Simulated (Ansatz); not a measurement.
Hf: energy change per atom and pressure as volume scale varies

Plane-wave DFT, scalar-relativistic PAW made under PBE with cores redone for the functional, no dispersion; the given relaxed cell is scaled uniformly, energy at zero smearing counts from the unscaled cell, pressure at the given Fermi-Dirac smearing is positive in compression. The results are calculated, by Ansatz 0.2.0.

The cell before it is scaled or strained (space group P6_3/mmc, No. 194):
```
Hf
1.0
      3.1987     0.0000     0.0000
     -1.5994     2.7702     0.0000
      0.0000     0.0000     5.0505
Hf
2
Direct
  0.33333 0.66667 0.25000
  0.66667 0.33333 0.75000
```

Settings of every row: spin polarised no; functional r2SCAN; wave cutoff 500 eV; smearing width 0.1 eV; k mesh 19x19x10.

Atom starting moment: 0 on all atoms.

Limits: no spin-orbit coupling, which can matter with elements this heavy.

```csv
row,volume scale,V (Å³/atom),energy change per atom (meV),pressure (GPa)
1,0.88,19.691,130.26,17.26
2,0.92,20.586,53.71,10.44
3,0.96,21.481,12.2,4.73
4,1.04,23.271,?,?
5,1.08,24.166,45.6,-7.52
6,1.12,25.061,96.33,-10.4
```

Question: what energy change per atom and pressure should row 4 give?

Worked fit of energy change per atom. Take u = (V_r/V)^(2/3) − 1 with V_r = 21.481 Å³ an atom, which is twice the finite (Eulerian) strain; such expansions in the strain, on which the Birch-Murnaghan equation of state is built, carry the rest volume and the bulk modulus. The shown rows have u = 0.05972, 0.02878, 0, -0.07552, -0.09766. Least squares give energy change per atom = 12.092 + 907.09 × u + 18051.6 × u² meV; a straight line predicts inner rows, each left out in turn, worse (root mean square 48 against 1.1 meV). The rows lie off it by -0.38, 0.56, 0.11, -0.94, 0.66 (root mean square 0.6 meV). The withheld row has u = -0.05196, so the fit gives 12.092 + 907.09 × (-0.05196) + 18051.6 × (-0.05196)² = 13.70 meV.

The calculation gave 12.41 meV. The fit lies 1.29 meV (10 % of the value, 1.1 % of the column's range) above it; its largest miss of a shown row is 0.94 meV.

Worked fit of pressure. Take u = (V_r/V)^(2/3) − 1 with V_r = 21.481 Å³ an atom, which is twice the finite (Eulerian) strain; such expansions in the strain, on which the Birch-Murnaghan equation of state is built, carry the rest volume and the bulk modulus. The shown rows have u = 0.05972, 0.02878, 0, -0.07552, -0.09766. Least squares give pressure = 4.731 + 188.82 × u + 348.5 × u² GPa; a straight line predicts inner rows, each left out in turn, worse (root mean square 0.92 against 0.024 GPa). The rows lie off it by 0.01, -0.01, 0.00, 0.02, -0.01. The pressure vanishes at u = -0.0263, or V = 22.36 Å³ an atom, and there the bulk modulus at fixed shape and fractions is B = −V dP/dV = (2/3)(1 + u) dP/du = 111 GPa. Letting shape and atoms relax would as a rule lower it, by much in layered, chain or molecular crystals. The withheld row has u = -0.05196, so the fit gives 4.731 + 188.82 × (-0.05196) + 348.5 × (-0.05196)² = -4.14 GPa.

The calculation gave -4.11 GPa. The fit lies 0.03 GPa (0.11 % of the column's range) below it; its largest miss of a shown row is 0.02 GPa.
